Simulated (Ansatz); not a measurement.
# From the elastic tensor of Ni2H to moduli and sound speeds

Method: DFT LDA, scalar-relativistic, plane waves, PAW in Ansatz 0.2.0. Plane waves to 420 eV; Γ-centred k mesh 18×18×10; Fermi-Dirac smearing of 0.15 eV. No spin polarisation.

It takes space group P-3m1 (No. 164, trigonal). The conventional cell has a = 2.491 Å, b = 2.491 Å, c = 4.118 Å, α = 90.00°, β = 90.00°, γ = 120.00°. Ni (site symmetry 3m) has 3 H at 1.79 Å as nearest neighbours. H (site symmetry -3m) is surrounded by 6 Ni at 1.79 Å.

In a metal, frequencies and elastic constants depend on the k mesh and the smearing, soft modes and shear constants most. Spin polarisation was left out, and a magnetic state may lie lower.

Relaxed-ion constants (GPa, on the Cartesian axes of the calculation):
```
375.9 179.9 170.6 -19.4   0.0   0.0
179.9 375.9 170.6  19.4   0.0   0.0
170.6 170.6 395.6   0.0   0.0   0.0
-19.4  19.4   0.0  81.0   0.0   0.0
  0.0   0.0   0.0   0.0  81.0 -19.4
  0.0   0.0   0.0   0.0 -19.4  98.0
```

Density 8.886 g/cm³; 3 atoms in 22.13 Å³.

The values that follow are for a polycrystal of randomly turned grains, by Hill's mean where one number stands.

With S = C⁻¹: B_V = (C11+C22+C33+2(C12+C13+C23))/9, G_V = (C11+C22+C33−C12−C13−C23+3(C44+C55+C66))/15, 1/B_R = S11+S22+S33+2(S12+S13+S23), 15/G_R = 4(S11+S22+S33−S12−S13−S23)+3(S44+S55+S66); Hill is their mean. Then v_l = √((B+4G/3)/ρ), v_t = √(G/ρ), v_m = [(2/v_t³+1/v_l³)/3]^(−1/3) and Θ = (ħ/k_B)·v_m·(6π²n/V)^(1/3) for n atoms in the volume V; E = 9BG/(3B+G), ν = (3B−2G)/(2(3B+G)) and A^U = 5G_V/G_R + B_V/B_R − 6.

```
Bulk modulus, Voigt / Reuss / Hill          : 243.3 / 243.2 / 243.3 GPa
Shear modulus, Voigt / Reuss / Hill         : 93.7 / 88.7 / 91.2 GPa
Young's modulus                             : 243 GPa
Poisson ratio                               : 0.333
Pugh ratio B/G                              : 2.67 (over 1.75, the rule of thumb for ductile)
Universal anisotropy index                  : 0.29
Longitudinal and transverse sound speeds    : 6408 and 3204 m/s
Debye temperature from the mean sound speed : 550 K
```

Cost: 1 run of about 4.7 core-minutes, on Intel Xeon 6975P-C (Granite Rapids) (shared hosts).

The tensor describes a stiff metal with no weak direction between its layers: C33 slightly exceeds C11, so compression along the c axis meets at least as much resistance as compression in the plane. This suggests that metallic Ni–Ni bonding, supplemented by Ni–H bonding through Ni d and H 1s states, holds the layers together. Shear is much easier than compression, and C12 and C13 lie well above C66 and C44 respectively, as expected where delocalised electrons resist volume change more than changes of bond angle. The nonzero C14 reflects the trigonal symmetry; by coupling basal shear to shear between the layers, it makes one combination softer than C44 alone implies. The tensor is nevertheless positive definite, so this nonmagnetic state is stable against small homogeneous strains. The bulk modulus lies well above that of elemental nickel, but LDA overbinding probably contributes, so the difference can't be credited to hydrogen alone. The favourable Pugh ratio doesn't rule out hydrogen embrittlement, which depends on decohesion, dislocations and hydrogen transport.
